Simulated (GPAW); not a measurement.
# Single-oscillator dispersion of the refractive index of SrCl₂ below the gap, from LDA and the RPA

A common rule of thumb says that a transparent insulator, well below its gap, responds to light like a single oscillator, so that $1/(n^2-1)$ falls linearly with the square of the photon energy, $E^2$. If the rule holds, two constants replace a table of indices, which is convenient in the design of lenses, windows and coatings. It is tested here on cubic SrCl₂ at six laser wavelengths from 1550 to 365 nm. The index comes from the RPA dielectric function on LDA bands with the ions clamped. The straight line is judged by its misses at the six wavelengths and against a simpler rule in which $n$ itself is linear in $E^2$. The photon energies reach 3.40 eV, or 3.40 / 5.17 = 0.66 of the smallest direct LDA gap.

## Set-up

The measured cell of a diffraction database, fixed. GPAW 26.7.0, plane waves with PAW (cutoff 500 eV), LDA, no spin polarisation, no spin-orbit coupling, clamped ions. RPA dielectric function with local fields on a k mesh of 8×8×8, Lorentzian broadening 0.2 eV; the rows are a selection of common laser wavelengths, read off the computed spectrum below 72 % of the smallest direct gap; n is the real part of √ε. Smallest direct gap on the mesh: 5.17 eV (LDA).

Notes on method and selection:

- Excitons and lattice vibrations are left out; a gap that is too small makes n too large and too dispersive.
- Runs that did not converge, have known faults or may not be shown are not listed, and runs on Ansatz's PAW sets soft_1 and soft_2 are kept to separate tables.

Columns:

- E² (eV²): square of the photon energy.
- E (eV): photon energy.
- n: refractive index.

## Numbers

| member | E² (eV²) | E (eV) | 1/(n² − 1) | n |
| --- | --- | --- | --- | --- |
| 1550 nm | 0.64 | 0.80 | 0.5424 | 1.686 |
| 1064 nm | 1.36 | 1.17 | 0.5375 | 1.691 |
| 633 nm | 3.84 | 1.96 | 0.5202 | 1.709 |
| 532 nm | 5.43 | 2.33 | 0.5089 | 1.722 |
| 405 nm | 9.37 | 3.06 | 0.4801 | 1.756 |
| 365 nm | 11.54 | 3.40 | 0.4636 | 1.777 |

Least-squares fits to the whole series, with x = E² (eV²); R² and errors in the fitted variable (y, or ln y where the fit is in ln y):

| y | members | fit | R² | rms residual | leave-one-out rms | the same for the mean of the others |
| --- | --- | --- | --- | --- | --- | --- |
| 1/(n² − 1) | 6 | y = 0.5475 − 0.007222 x | 1.00 | 4.5×10⁻⁴ | 7.6×10⁻⁴ | 0.034 |
| n | 6 | y = 1.6788 + 0.0083264 x | 1.00 | 0.0017 | 0.0028 | 0.040 |

## Mechanism

The index rises from 1.686 at 1550 nm to 1.777 at 365 nm, while $1/(n^2-1)$ falls from 0.5424 to 0.4636. The straight line in $E^2$ describes this fall well: its leave-one-out error is 0.00076, against 0.034 for the mean of the other rows.

The reason is that light below the gap polarises the electrons without exciting them. Each possible transition, here mainly from chlorine 3p states to empty states of largely strontium character, adds a term that grows as the photon energy approaches the transition energy. If the transitions are lumped into one at energy $E_0$ with strength $E_d$, then

$$n^2-1=\frac{E_dE_0}{E_0^2-E^2},\qquad \frac{1}{n^2-1}=\frac{E_0}{E_d}-\frac{E^2}{E_0E_d}.$$

The ratio of fitted intercept to slope gives $E_0^2$: 0.5475 / 0.007222 = 75.8 eV², so $E_0$ is about 8.7 eV. The intercept then gives $E_d$ = 8.7 / 0.5475, about 16 eV. The oscillator energy lies well above the direct gap of 5.17 eV because it is an average over the whole range of transitions, most of whose strength lies well above the absorption edge. Both constants are parameters of the fit over these six wavelengths, and $E_0$ should not be read as a gap.

The oscillator form also removes most of the curvature seen in $n$ itself. Between 1550 and 633 nm, $n$ rises by 0.023 / 3.20 = 0.0072 per eV²; between 405 and 365 nm it rises by 0.021 / 2.17 = 0.0097 per eV², which is 35 % faster. Over the same two intervals $1/(n^2-1)$ falls by 0.0222 / 3.20 = 0.00694 and 0.0165 / 2.17 = 0.00760 per eV², a change of only 10 %. The law is therefore a very good approximation here, with a slight bend left over.

## Members off the line

Largest departures from the fit to the whole series:

| member | 1/(n² − 1) | fit | computed − fit | in rms residuals |
| --- | --- | --- | --- | --- |
| 532 nm | 0.5089 | 0.5083 | +0.0006 | 1.4 |
| 365 nm | 0.4636 | 0.4642 | −0.0006 | 1.2 |
| 1550 nm | 0.5424 | 0.5429 | −0.0005 | 1.1 |
| 633 nm | 0.5202 | 0.5198 | +0.0004 | 1.0 |

No wavelength stands out. The largest departures from the line are +0.0006 at 532 nm and −0.0006 at 365 nm, at most 1.4 times the rms residual and worth less than 0.001 in $n$. Their signs do form a pattern: 1550 and 365 nm, at the ends, lie below the line, while 633 and 532 nm lie above it. A straight line drawn through a gently bent curve leaves such a pattern.

The likeliest cause of the bend is that the real transitions are spread in energy. Relative to its static value, the contribution of a transition at the direct gap is enhanced at 365 nm by 26.7 / (26.7 − 11.5) = 1.8, whereas one at $E_0$ is enhanced by only 75.8 / (75.8 − 11.5) = 1.2. The transitions near the gap thus gain weight towards the ultraviolet and pull $1/(n^2-1)$ below the line, which is the sign found at 365 nm. The broadening of 0.2 eV acts the other way, since it slightly damps these same contributions.

## Questions the table answers

**Can the index at 365 nm be predicted from the values at 1550 and 633 nm?**
The slope of $1/(n^2-1)$ between the two is (0.5202 − 0.5424) / (3.84 − 0.64) = −0.00694 per eV². Carried on to 11.54 eV², it gives 0.5202 − 0.00694 × 7.70 = 0.4668, hence $n=\sqrt{1+1/0.4668}$ = 1.773. The computed value is 1.777, so the prediction is 0.004 too low. Extending $n$ itself linearly gives 1.709 + 0.0072 × 7.70 = 1.764, which is 0.013 too low. The oscillator form is clearly the better choice, although it still underestimates the index in the ultraviolet.

**How much does the focal length of a thin SrCl₂ lens change between 532 and 1064 nm?**
The focal length in air is proportional to $1/(n-1)$. The ratio of the focal length at 1064 nm to that at 532 nm is (1.722 − 1) / (1.691 − 1) = 1.045, so the focal length is about 4.5 % longer at 1064 nm.

**Does the reflection loss of an uncoated window depend much on wavelength?**
At normal incidence one surface reflects $[(n-1)/(n+1)]^2$. At 1064 nm this is ((1.691 − 1) / (1.691 + 1))² = 0.066, and at 365 nm it is ((1.777 − 1) / (1.777 + 1))² = 0.078. The loss per surface grows from 6.6 % to 7.8 %, a modest change for most windows.

## Conclusions and limits

At the six wavelengths, between 0.80 and 3.40 eV, the computed index of SrCl₂ follows the single-oscillator law to better than 0.001 in $n$. The form of the law is more secure than its constants. The LDA gap is too small, which makes $n$ too large and too dispersive. The missing attraction between electron and hole acts in the opposite direction, because it would move absorption strength to lower energy and raise $n$. Spectra with kernels beyond the RPA, some of them on a corrected gap, were computed for the same cell but are not tabled, so the balance of the two errors stays open here, as does the agreement with measurement. Lattice vibrations, also left out, would lower $n$ slightly at the infrared end and so lift $1/(n^2-1)$ there.
